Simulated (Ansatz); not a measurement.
Ligand exchange: C3H10Ge + CH6S2Si → C2H10GeSi + C2H6S2

Species: C3H10Ge `C[CH2][GeH2][CH3]`, singlet; CH6S2Si `CSS[SiH3]`, singlet; C2H10GeSi `C[CH2][GeH2][SiH3]`, singlet; C2H6S2 (dimethyl disulfide) `CSSC`, singlet. The partners trade CH3 for SiH3: Ge–CH3 and S–SiH3 bonds give way to Ge–SiH3 and S–CH3.

Shapes, held fixed at every level: PBE0-D4/def2-TZVP. Flexible molecules stand in one conformer, not always the lowest. Programs: Ansatz 0.2.0. Electronic energies: no zero-point or thermal term.

**Question.** Estimate ΔE of this reaction.

**Answer.** The highest level, CCSD(T)/def2-TZVPP, gives ΔE = +70.5 kJ/mol; the levels span +60.6 to +77.7. The column of differences is taken from that level and isn't an error. No measured value is set beside it here. Relativity is left out for Ge unless named. Correlated rows may include outer-core shells of Ge, which these sets cover unevenly.

| level | kind | ΔE (kJ/mol) | less CCSD(T)/def2-TZVPP |
| --- | --- | --- | --- |
| HF/def2-TZVPP | Hartree–Fock | +71.9 | +1.4 |
| B3LYP-D4/def2-TZVPP | global hybrid | +63.2 | -7.3 |
| PBE0-D4/def2-TZVPP | global hybrid | +60.6 | -9.9 |
| wB97M-V/def2-TZVPP | range-separated hybrid | +69.4 | -1.1 |
| MP2/def2-TZVPP | perturbation theory | +77.7 | +7.2 |
| CCSD/def2-TZVPP | coupled cluster or CI | +70.7 | +0.2 |
| CCSD(T)/def2-TZVPP | coupled cluster or CI | +70.5 | 0.0 |

Every level makes the exchange clearly endothermic, so silyl prefers sulfur and methyl prefers germanium. The main reason is probably bond polarity. The reactants hold two moderately polar bonds, Si–S and Ge–C. The products have instead a nearly nonpolar C–S bond and a Ge–Si bond between two electropositive atoms, which gains little ionic stabilisation and relies on the weaker overlap of diffuse valence orbitals. The S–S bond and the ethyl group are spectators, and their contributions largely cancel.

Hartree–Fock already gives +71.9 kJ/mol, close to the coupled-cluster value, so the preference doesn't depend on electron correlation. MP2 raises the energy to +77.7 and CCSD brings it back to +70.7, which probably reflects an imbalance in how second-order theory correlates the exchanged bonds. Perturbative triples then change almost nothing. That supports a single-reference description and a settled sign, but the small triples correction doesn't test convergence with basis size.
